In the tightest cells below, a step of 2 % in volume changes the energy of SnSe₂ by more than 20 meV per atom. By the last known step the change has shrunk to about 5 meV per atom. The six known energies thus run down one wall of a well, towards a floor that they have not clearly reached. How well do they fix the energy one step further on, at 27.27 Å³/atom?

GPAW 26.7.0 plane-wave PAW calculations with the vdW-DF-cx functional for SnSe₂ (space group P-3m1), without spin polarisation or spin–orbit coupling; cutoff 600 eV, 6×6×3 k mesh, Fermi–Dirac smearing 0.05 eV, gpaw-data 1.2.1 data sets. The given cell is scaled evenly at fixed fractional coordinates, and energies are counted from the minimum of a fit to all seven rows.

```
volume (Å³/atom)  energy (meV/atom)
           24.18              75.60
           24.70              49.07
           25.21              28.97
           25.73              14.62
           26.24               5.46
           26.76               0.85
           27.27                  ?
```

The energies come from density-functional theory for a crystal at rest, and each is counted from the minimum of a curve fitted to all seven rows. The functional vdW-DF-cx itself includes the weak dispersion attraction between layers, so no further correction was added. SnSe₂ is built of layers, with strong Sn–Se bonds inside each layer and weaker forces between neighbouring layers. Here the whole cell is scaled evenly, so the bonds and the gaps between the layers stretch by the same fraction. The curve therefore describes both together and cannot tell which of them prefers the larger cell.

The wall does not merely flatten; it also bends less and less. A convenient measure of the bend is the change in energy drop from one step to the next. It is 6.43 meV/atom at the compressed end and 4.55 meV/atom at the wide end of the known rows. A well of constant bend, a parabola, would give the same number at both ends.

A physical explanation lies in the two sides of a chemical bond. When atoms are pushed together, their filled electron shells overlap, and the repulsion climbs steeply with every further bit of compression. The attraction that holds the crystal together changes more gently. The well is therefore stiffer on its compressed side, and the same should hold for most other solids near their preferred volume, though some open frameworks soften when compressed. The table shows the weakening bend, while its origin in repulsion is an argument from theory.

A forecast needs a curve that allows for this change of bend. The Birch-Murnaghan form does so by expanding the energy in a measure of strain built from the inverse square of length. Let v be the volume divided by that of the given cell, 25.73 Å³/atom, and let

u = v^(−2/3) − 1

The energy E is then written as a series in u that stops at the cube. A least-squares fit to the six known rows, with the exact 2 % steps in place of the rounded volumes, gives in meV/atom

E = 14.63 + 875 u + 13362 u² + 5648 u³

The withheld cell has v = 1.06 and hence u = −0.0381. It took no part in the fit. Putting this u into the series gives, term by term,

E = 14.63 − 33.34 + 19.40 − 0.31 = 0.38 meV/atom

The large terms nearly cancel only because the series is centred on the given cell; centred near the minimum, the same curve would give the same forecast without them. The uncertainty comes instead from the step beyond the known rows. Four constants are drawn from six energies, and small irregularities in those energies grow about 3.6 times on the way to the next volume. Taken as random scatter, the misfits of the six rows lead to a 95 % band of about ±0.26 meV/atom around the forecast.

The expected range is 0.1 to 0.7 meV/atom. The energy should lie below that at 26.76 Å³/atom, and the cell should stand just past the minimum. A parabola fitted to the same six rows should come out too high. Its bend is an average over the compressed side, so it turns upward too soon. An equilibrium volume, a stiffness and its slope with pressure, all from the fit to all seven rows, were known beforehand, but they do not enter this forecast.

The withheld rows as computed:

```
volume (Å³/atom)  energy (meV/atom)
           27.27               0.21
```

The computed energy is 0.21 meV/atom, inside the expected range and below the last known value. The fit to all seven rows puts the minimum at 27.09 Å³/atom, so the cell does stand just past it, though this is no blind hit, as that volume was known beforehand. The central forecast is nevertheless too high by 0.17 meV/atom, which makes it nearly twice the computed value. On the scale of the wall this is a tiny error, but at the floor of the well it is a large fraction of what is left.

The parabola gives 2.8 meV/atom, more than ten times the computed energy. It fails in the expected direction, and the weakening bend is the reason. This supports the use of a curve whose bend changes with volume. It does not test the repulsion argument itself, since the Birch-Murnaghan form follows a smooth well whatever forces shape it.

The better curve already goes astray at its floor, which is beyond the six known rows. Its own minimum lies 0.10 meV/atom above the zero of the table, and this offset makes up most of the miss. If the same form is fitted to the six rows with its minimum held at zero, it gives 0.23 meV/atom, almost the computed value. That second result is not a blind forecast, because the withheld row helped to set the zero.

A short estimate shows why knowing the floor helps so much. Close to a minimum, the energy grows roughly as the square of the distance from it. With the minimum at 27.09 Å³/atom, the last known cell lies 0.33 Å³/atom on the narrow side and the withheld one 0.18 Å³/atom on the wide side. Scaling the last known energy accordingly gives

0.85 × (0.18 / 0.33)² ≈ 0.25 meV/atom

Once the height and the place of the floor are given, the last known energy thus nearly settles the answer, and the finer shape of the wall hardly matters. This estimate is not blind either, since its floor comes from the fit to all seven rows.

Other quantities read from such a curve do not suffer equally when the seventh row is left out. The volume at the minimum shifts by less than 0.1 %. The bulk modulus, the resistance to compression, is 62.9 GPa from six rows and 61.4 GPa from all seven. Its slope with pressure falls by about 6 % without the seventh row, because it depends on how the bend varies, which is harder to read than the bend itself.

The modulus also carries a physical limit. It belongs to a cell that keeps its shape, whereas a real layered crystal under pressure can give way mainly by closing the gaps between its layers. It should therefore be softer than this number suggests, and an engineer should not take 61 GPa as the stiffness of the material under pressure.

For a volume scan, the practical rule is to place several cells on each side of the minimum. A single wall can locate the floor well if it ends close to it, as it does here, but energies close to the floor and the pressure slope of the modulus need support from the far side. Even the complete table has only one cell there, so its slope should be trusted less than its equilibrium volume.
